Where a spherical jellium shell model misleads: 1 to 12 electrons

The decision

Calling a cluster size "magic" usually rests on the sign of the second energy difference, E(N+1) + E(N−1) − 2E(N), where E(N) is N times the energy per electron. A positive value means that two N-clusters lie below the pair N−1, N+1. In this spherical r2SCAN series it is positive at N = 2, 5, 8 and 10. Only 2 and 8 are safe to call magic.

Spherical jellium clusters of N electrons, spin-polarised Kohn-Sham with r2SCAN (radks radial solver, Libxc); uniform background of charge N and radius rs N^(1/3), rs = 2.73 bohr, m-averaged shells. Levels are numbered by radial order; the greedy filling can miss a lower state. Ionisation is vertical; the second difference is E(N+1) + E(N−1) − 2E(N) of neutral clusters.

```
electrons  energy per electron (eV)  unpaired electrons  highest level  ionisation energy (eV)  second energy difference (eV)
        1                  -0.79438                   1          1s up                     n/a                            n/a
        2                   -1.4441                   0          1s up                 6.96598                         2.0613
        3                  -0.97364                   1          1p up                 4.37046                        -1.1613
        4                   -1.0287                   2          1p up                 5.55665                       -0.87955
        5                   -1.2377                   3          1p up                 6.21538                        0.95002
        6                   -1.2186                   2        1p down                 5.05201                       -0.88586
        7                   -1.3316                   1        1p down                 5.84216                       -0.62194
        8                   -1.4940                   0          1p up                 6.33751                         2.4660
        9                   -1.3464                   1          1d up                 3.75054                       -0.54423
       10                   -1.2827                   2          1d up                 4.32373                        0.19388
       11                   -1.2130                   1        1d down                     n/a                       -0.52140
       12                   -1.1983                   0          1d up                 4.59561                            n/a
```

Highest level names the top occupied orbital and its spin; the spin label means nothing where no electron is unpaired. The ionisation energy is taken at fixed background. At N = 2 and 8 the 1s and 1p shells close, and the ionisation energy falls by 2.6 eV at the next size.

One electron: the functional does well

N = 1 and the cation of N = 2 hold one electron, so the radial Schrödinger equation in the field of the uniform sphere, plus the sphere's self-energy, gives the exact energy. The table lies 0.025 eV above the exact −0.820 eV for N = 1, and 0.024 eV above the exact 4.054 eV for the cation, whose energy is 2(−1.4441) + 6.966 = 4.078 eV. This clears the functional for a lone 1s electron only, but the filling errors estimated below are over ten times larger.

Counting parallel spins

Exchange lowers the energy by J for each pair of parallel spins in a shell. An electron entering a shell that holds k electrons, s of them with its own spin, makes s new pairs:

E(N) − E(N−1) = a + c·k − J·s

Here a + c·k is the smooth drift as electrons and background grow together. The second difference is the change of this step: c − J while one spin keeps filling, and c + s·J when the spin flips and s drops to zero. Least squares on the six 1p steps (N = 3 to 8, s = 0, 1, 2, 0, 1, 2) gives c = −0.27 and J = 0.61 eV. The worst misfit is 0.18 eV, at both ends of the shell, against 0.77 eV for a straight line without J and 0.001 eV of rounding. The kink c + 2J = 0.95 eV matches N = 5, which was part of the fit. That peak is a half-filled, spin-polarised 1p³ shell, not a closure.

First failure: the filling at N = 11 and 12

Hund filling of 1d would give 1, 2, 3, 4 unpaired electrons from N = 9; the table has 1, 2, 1, 0. Zero at N = 12 is no closed shell, since 1d closes at 18. The energies carry the same mark: the second electron of a spin subshell has a negative second difference at N = 4 and 7, but +0.19 eV at N = 10.

Assume two up and one down 1d electron at N = 11, two and two at N = 12; this is assumed, but the highest-level column names 1d in both rows, where an occupied 2s, which should lie above 1d, would be named instead. The four 1d steps (s = 0, 1, 0, 1) then fit to 0.006 eV with a = −0.171, c = −0.169, J = 0.363 eV, though three constants on four points leave a single check. For N = 11, a fitted row:

as found, s = 0: −0.171 − 2(0.169) = −0.509 eV (table: −13.343 + 12.827 = −0.516 eV)
high spin, s = 2: −0.509 − 2(0.363) = −1.235 eV

A high-spin state would lie 2J ≈ 0.7 eV lower, and the second difference at N = 10 would become 0.19 − 0.73 ≈ −0.5 eV. A lowering of 0.19 eV already flips the sign. Two other routes give 0.6 eV (the N = 9 value scaled by the 1p ratios of second to first curvature, 0.76 and 0.70) and 0.9 eV (the same formula solved exactly on the ionisation energies of N = 9, 10, 12, ion spins assumed). At N = 12 six parallel pairs replace two, worth 4J ≈ 1.5 eV if J stayed constant; since the curvature fades along a spin subshell in 1p, this is an upper estimate.

N = 11 looks normal at −0.52 eV, yet its errors largely cancel, exactly so in this constant-J count: −4J from E(12), +2·2J from E(11). The spin column flags it, the second difference cannot. That the greedy search missed these lower states is an extrapolation, untested until runs are made with 3 and 4 unpaired electrons fixed.

Second failure: the spherical average

This one lies in the model, and a perfect search would not remove it. Averaging spreads n electrons of one spin evenly over g = 2l + 1 orbitals, so a partly filled shell is forced to be round where whole orbitals would give lobes or rings. With a semilocal functional the round density usually lies higher in energy. Empty and full spin subshells are round anyway and lose nothing. The simplest penalty with this shape, with p an unknown positive constant, is

(p/2)·n·(g − n)

Its curvature −p has the form of −J, so the fitted J can absorb this artefact along with true Hund exchange and is no exchange integral. The shape of the penalty is only argued: it treats one electron and one hole in a subshell alike, which a semilocal functional need not do. Its size is not measured here: that would take runs in which the density may leave the spherical form.

The fixed sphere also forbids the Jahn-Teller distortion that splits a partly filled shell and lowers it. Both effects raise open subshells against filled ones, so both can deepen the negative values where a subshell opens (N = 3, 6, 9) and raise the peak at N = 5. At N = 4 and 7 averaging shifts the value by the one-electron penalty minus twice the two-electron one, which can come close to zero. The table cannot apportion these effects against true exchange.

A conducting-sphere law is no yardstick at these sizes: from N = 3 to 5 the ionisation energy rises by 1.84 eV while the charging term e²/2R falls by 0.54 eV.

Neighbouring series

Continued to 18 electrons with Hund filling, the spherical model should keep negative second differences through N = 12 and peak at the half-filled 1d shell, N = 13, with c + 4J = −0.17 + 1.45 ≈ 1.3 eV as an upper limit. The peak should fall well short of it: the curvature fades along the subshell as in 1p, and at N = 14 a 2s up electron, which gains exchange with the five parallel 1d spins, is likely to enter before the first 1d down one, which gains none from them. In a deformable cluster the split levels favour paired spins, so half-shell peaks tend to give way to an odd-even alternation while 2 and 8 remain. Free atoms, whose nuclear field cannot deform, keep the half-shell kink, as the drop in ionisation energy from nitrogen to oxygen shows.
